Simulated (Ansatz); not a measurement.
Ti: energy along a strain

Ti, Fm-3m, a = 4.060 Å (as given, not relaxed at this level: -0.3 GPa). This isn't the element's structure at ambient conditions. Ansatz: PBEsol, PAW, 420 eV, Γ-centred 20×20×20 mesh on 1 atom, Gaussian smearing 0.15 eV; no spin polarisation. Cell vectors (Å): 0.000 2.030 2.030; 2.030 0.000 2.030; 2.030 2.030 0.000. The cell is strained by x per cent times the pattern (0 0 1 0 0 0) in the order xx yy zz yz xz xy (engineering shears), with fractional coordinates held. y is the free energy over the start, V0 = 16.731 Å³/atom.

| x (%) | y (meV/atom) |
| --- | --- |
| -4.00 | 10.81 |
| -3.00 | ? |
| -2.00 | 2.35 |
| -1.00 | 0.43 |
| 0.00 | 0.00 |
| 1.00 | 1.01 |
| 2.00 | 3.39 |
| 3.00 | 7.10 |
| 3.50 | 9.43 |
| 4.00 | 12.06 |

Q: Fit y = c1 x + c2 x² + c3 x³ to the other rows, get the stiffness along the pattern, and predict the missing energy.

A: Least squares on the rows shown. y = 0.2980 x + 0.7151 x² − 0.008815 x³. The clamped-ion stiffness p·C·p = 2 × 7.151 eV × 160.2 / 16.731 Å³ = 137 GPa, which is C33 in these axes (C11 of the cubic crystal); c1 is there for the stress left in the start, which by itself gives a slope of 0.30 meV/atom per %. At x = -3.00 the fit asked for gives 5.78 meV/atom. The run gave 5.79 meV/atom, so the fit is 0.01 meV/atom too low, within twice the rms miss on the fitted rows (0.008 meV/atom).

At every matched strain, stretching costs more than compression, yet this doesn't mean the crystal stiffens in tension. The asymmetry comes from the linear term: the starting cell is slightly too large, so contraction along the axis first releases energy. The negative cubic coefficient shows the opposite intrinsic behaviour, with the curvature falling on extension and rising on compression. That is the usual anharmonicity of metallic cohesion, as short-range repulsion steepens faster than the bonding from overlapping d states weakens.

With one atom per primitive cell there is no internal sublattice displacement to relax, so the clamped-ion value of 137 GPa is also the relaxed-ion one. Because the lateral dimensions are held, it combines resistance to volume change with resistance to tetragonal shear, and a sizeable C11 can coexist with a soft shear mode. The smooth rise in energy therefore supports stiffness against this particular distortion, but it doesn't establish mechanical stability of fcc Ti, which also requires C11 to exceed C12 and C44 to be positive.
